**Q.** We have LSDA results for the 3s level of technetium ions. The level sinks steadily with charge, yet the up–down gap jumps about. What sets the two patterns?

Technetium ions computed with Quantum ESPRESSO 7.5 (ld1.x): all-electron, scalar-relativistic, spin-polarised Kohn-Sham calculations in the LDA (Slater exchange, VWN5 correlation). Densities are spherical, the nucleus is a point and open shells are filled high-spin. Bound levels have negative eigenvalues; n/a marks entries that involve an empty 3s down level.

```tsv
species	Z	charge (e)	electrons	configuration	eigenvalue (3s up) (eV)	eigenvalue (3s down) (eV)	mean radius (3s up) (bohr)	mean radius (3s down) (bohr)	ε(3s down) − ε(3s up) (eV)	exchange correlation energy (hartree)
Tc+	43	1	42	[Kr] (4d up)5 (5s up)1	-524.74	-524.27	0.41626	0.41615	0.47	-123.85
Tc2+	43	2	41	[Kr] (4d up)5	-533.55	-533.10	0.41626	0.41615	0.46	-123.62
Tc24+	43	24	19	[Ar] (3d up)1	-1369.8	-1366.5	0.37825	0.37863	3.31	-89.911
Tc25+	43	25	18	[Ne] 3s2 3p6	-1431.9	-1431.9	0.37493	0.37493	0.00	-87.159
Tc26+	43	26	17	[Ne] 3s2 (3p up)3 (3p down)2	-1495.7	-1491.3	0.37184	0.37211	4.35	-84.481
Tc27+	43	27	16	[Ne] 3s2 (3p up)3 (3p down)1	-1560.3	-1550.6	0.36881	0.36935	9.70	-81.932
Tc28+	43	28	15	[Ne] 3s2 (3p up)3	-1625.6	-1608.8	0.36583	0.36669	16.84	-79.564
Tc29+	43	29	14	[Ne] 3s2 (3p up)2	-1687.5	-1675.0	0.36312	0.36371	12.55	-76.729
Tc30+	43	30	13	[Ne] 3s2 (3p up)1	-1749.1	-1741.9	0.36048	0.36079	7.22	-74.033
Tc31+	43	31	12	[Ne] 3s2	-1809.6	-1809.6	0.35792	0.35792	0.00	-71.530
Tc32+	43	32	11	[Ne] (3s up)1	-1876.6	n/a	0.35525	n/a	n/a	-69.428
```

**A.** The eigenvalues ε are the Kohn-Sham energies of the 3s orbital of each spin, r is its mean radius, and the gap is ε(3s down) − ε(3s up). Two effects add. Each electron removed stops repelling 3s, which lowers both levels, and exchange lowers each level according to the density of its own spin. Three rows carry the argument: Tc2+ (five 4d spins, gap 0.46 eV), Tc26+ (one 3p hole, 4.35 eV) and Tc30+ (one 3p electron, 7.22 eV).

**Q.** From Tc+ to Tc32+ the binding grows 3.6 times and the radius shrinks by only 15%. How can both hold?

**A.** Charge outside an orbital adds a nearly constant potential there, which shifts the level and exerts no force. Removing 5s from Tc+ lowers both 3s levels by 8.8 eV and leaves their radii unchanged in all five digits. In the same calculation the mean of 1/r over the 5s orbital gives it a potential of 11.9 eV at the nucleus. When 5s leaves, the five 4d electrons draw in, and their stronger repulsion takes back about 2.7 eV. That leaves 9.2 eV, close to the drop found.

A 3p electron shares the space of 3s and screens far more. Even so, removing one shrinks 3s by less than 1%, because only the part of its charge nearer the nucleus weakens the pull on 3s, and that is a small part of a large pull. LSDA exchange acts within one spin, so the 3s level of the spin opposite to the removed electron shows the electrostatics nearly alone, with correlation and relaxation as corrections. Follow ε(3s up) while down electrons leave (Tc25+ to Tc28+), then ε(3s down) while up electrons leave (to Tc31+): the drop grows at every step, from 63.8 to 67.7 eV, a little faster than 1/r. The two drops on either side of Tc28+ average 3% below the Coulomb integral F⁰(3s,3p) = 67.7 eV of that ion, in the direction that relaxation of the other electrons would give. The level of the same spin falls by only 58 to 62 eV, since it also loses exchange binding, and the difference of the two drops is the change of the gap.

**Q.** Tc26+ and Tc30+ each have one unpaired 3p electron. Why is one gap 1.66 times the other?

**A.** Contraction can't supply it, since 1/r differs by 3%. The source is the form of local exchange. In atomic units, for a spin density ρσ:

1. The energy is −(3/4)(6/π)^(1/3) ∫ρσ^(4/3), so the potential is −(6ρσ/π)^(1/3).
2. To first order the gap is (6/π)^(1/3) times the average of ρ↑^(1/3) − ρ↓^(1/3) over the 3s orbital.
3. If all n = 3 electrons had one shape, ρσ ∝ (nσ + b)/r³, where nσ counts them by spin and b stands for core density reaching into the shell.
4. Then gap = (A/r)[(n↑ + b)^(1/3) − (n↓ + b)^(1/3)].

The cube root flattens as n grows, so one extra spin counts for more in an emptier shell. An unweighted least-squares fit to the five gaps of Tc26+ to Tc30+, with r of 3s up, gives A = 12.09 eV bohr and b = 0.47. The two trade against each other and should not be read separately.

Tc30+ has n↑ = 2 (3s and 3p) and n↓ = 1. The bracket is 2.47^(1/3) − 1.47^(1/3) = 1.352 − 1.137 = 0.215, and A/r = 12.09/0.3605 = 33.5 eV, which gives 7.2 eV against 7.22. For Tc26+, with 4 and 3, the bracket is 1.647 − 1.514 = 0.133. The ratio of brackets is about 1.61, and the 3% from 1/r brings it to 1.66. Both rows were part of the fit.

The maximum at Tc28+, 16.84 eV and the largest among these rows, is where three parallel spins stand uncompensated. In Tc25+ and Tc31+ the spin densities are equal and the gap vanishes by symmetry.

**Q.** Two constants for five points prove little. Would plain Hund counting not serve?

**A.** A gap proportional to (n↑ − n↓)/r, fitted to the same rows in the same way, is 27% above the table value for Tc26+ and 21% below it for Tc30+. The cube root with b = 0, also one constant, stays within 6%; with b free it is within 0.3%, an rms of 0.016 eV that still exceeds the 0.005 eV rounding of the gaps.

Step 2 can also be integrated with nothing fitted, using hydrogenic orbitals matched to the mean radii of the calculation. This gives 1.70 for the ratio of Tc30+ to Tc26+, and 1.67 with all radii frozen at Tc28+, so filling accounts for nearly all of the asymmetry. The five table gaps lie 8 to 10% below this estimate; omitted correlation, relaxation and the crude orbital shapes are my guesses, and I haven't separated them. The cube root is built into the functional, so the agreement explains the calculation and does not test nature.

**Q.** And Tc2+, with five spins and almost no gap?

**A.** Per spin it has 0.092 eV, 36 times less than the single 3d spin of Tc24+. I argue this without a model. For a small spin density m on a total ρ, step 2 goes as m/ρ^(2/3). The 4d orbital, at about 1.6 bohr against 0.42 for 3s, puts only its inner lobe there, on top of a full n = 3 shell. The sixth spin of Tc+, in 5s and further out still, changes the gap by only 0.01 eV.

The radii fit this geometry. The up orbital is drawn toward the unpaired spin, so 3s up is larger than 3s down by 0.00011 bohr in both 4d rows, and smaller in every open 3d and 3p row, where the spin lies at or slightly inside 3s. In Tc27+ the 2s orbital, which lies inside 3p, behaves as 3s does under 4d: 0.14813 bohr for up, 0.14806 for down.

**Q.** Where does the counting fail?

**A.** In the two rows kept out of the fit because step 3 breaks. For Tc24+ it is 11% above the table, plausibly because 3d has no radial nodes and overlaps 3s less well; the hydrogenic integral, which has the shape, treats this row no worse than the 3p rows. In Tc32+ the down level is empty, about 15.7 eV above the filled one in the same calculation. There the spin density is 3s itself and the down density is core tail alone. Counting falls 22% short of that value and the hydrogenic integral, at 20.1 eV, overshoots.

**Q.** Can I compare these gaps with a 3s photoelectron doublet?

**A.** No. A doublet is the energy difference between two states of the ion with a 3s hole, whereas the gap lies between orbital levels of the ion before ionisation. The gap itself also depends on the method. With orbital exchange, as in Hartree-Fock, each parallel 3p electron contributes G¹/3 to it, where G¹ is the 3s–3p exchange integral. For Tc28+ that is 43.9 eV in total, and the LSDA gap is 0.38 of it, so the size depends on the treatment of exchange. Such a series would be nearly symmetric about 3p³, tilted only by contraction. High spin is also imposed here, densities are spherical, and spin-orbit coupling, strong for 3p at this Z, is absent. It tends to close 3p₁/₂ at Tc29+ and reduce the spin there. The ionisation energy of Tc29+ from the same calculation, 1624.5 eV against the semi-empirical NIST value of 1638 eV, is consistent with that omission. It is a hint at most, since Tc30+, which also loses a 3p₁/₂ electron, is off by only 2 eV.

**Q.** What should neighbouring series do at this level of theory?

**A.** Molybdenum or ruthenium ions with the same electron counts should keep the tilted peak, scaled roughly as 1/r. In technetium, the 2s level under an open 2p shell has the same counts at a much smaller radius, hence larger gaps, with a different core background. Under an open 3d shell the counts begin at four per spin, so each spin splits 3s less, and one 3d hole should split it less than one 3d electron does.
